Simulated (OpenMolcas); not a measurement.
# BN (boron nitride): methods side by side

The species is BN (2 atoms), meant as a triplet with charge 0. As SMILES, `B#N`. The coordinates come from a GFN2-xTB relaxation.

| atom | x (Å) | y (Å) | z (Å) |
| --- | --- | --- | --- |
| B | 0.0000 | 0.0000 | 0.0000 |
| N | 0.0000 | 0.0000 | 1.2684 |

Quantity: the energy change with the B1–N2 bond stretched from 1.268 to 2.631 Å, in eV. The values are calculated.

```tsv
level	kind	program	value (eV)	CPU time (all runs)
UHF/STO-3G	Hartree–Fock	OpenMolcas	2.00	7.7 s
USVWN5/STO-3G	LDA	OpenMolcas	5.38	15 s
U-r2SCAN/STO-3G	meta-GGA	OpenMolcas	4.63	19 s
UB3LYP/STO-3G	global hybrid	OpenMolcas	4.42	19 s
CASPT2(4,4)/STO-3G	multireference	OpenMolcas	?	6.9 s
CASSCF(4,4)/STO-3G	multireference	OpenMolcas	?	6.4 s
MRCI(4,4)/STO-3G	multireference	OpenMolcas	3.48	7.3 s
FCI/STO-3G	exact in the basis	OpenMolcas	3.52	7.6 s
```

**Question.** Estimate the missing values from the other rows.

**Answer.** As computed at these levels: CASPT2(4,4)/STO-3G: 3.56 eV; CASSCF(4,4)/STO-3G: 2.74 eV. The first shape isn't each level's own minimum. The values span 2.00 to 5.38 eV. Spin contamination of the reference (⟨S²⟩ at least 0.1 too high) touches UHF/STO-3G, USVWN5/STO-3G, U-r2SCAN/STO-3G, UB3LYP/STO-3G. All rows use very small basis sets, so even the best lies far from the true value. CPU times are rough (shared hosts, several kinds of processor): they show what a rung costs within a factor of a few.

Stretching triplet BN costs 3.52 eV at the FCI level, and CASPT2 and MRCI fall closely on either side of that value. CASSCF gives only 2.74 eV and UHF still less, while all three density functionals lie above FCI, with LDA the furthest off.

The energy is the price of losing σ and π overlap between the boron and nitrogen 2p orbitals. As the bond lengthens, the electrons localise towards a doublet boron atom and a quartet nitrogen atom, whose spins must remain coupled to an overall triplet. A single determinant describes that coupling poorly. The active space handles it, but the shortfall of CASSCF suggests that correlation outside this space stabilises the short bond more than the stretched one. Adding that correlation by perturbation theory or by configuration interaction brings nearly the same recovery.

The FCI value is a strict reference for the wavefunction methods in this basis, but the gap to the functionals doesn't measure their error for real BN, since their correlation energy isn't confined to the same small orbital space.
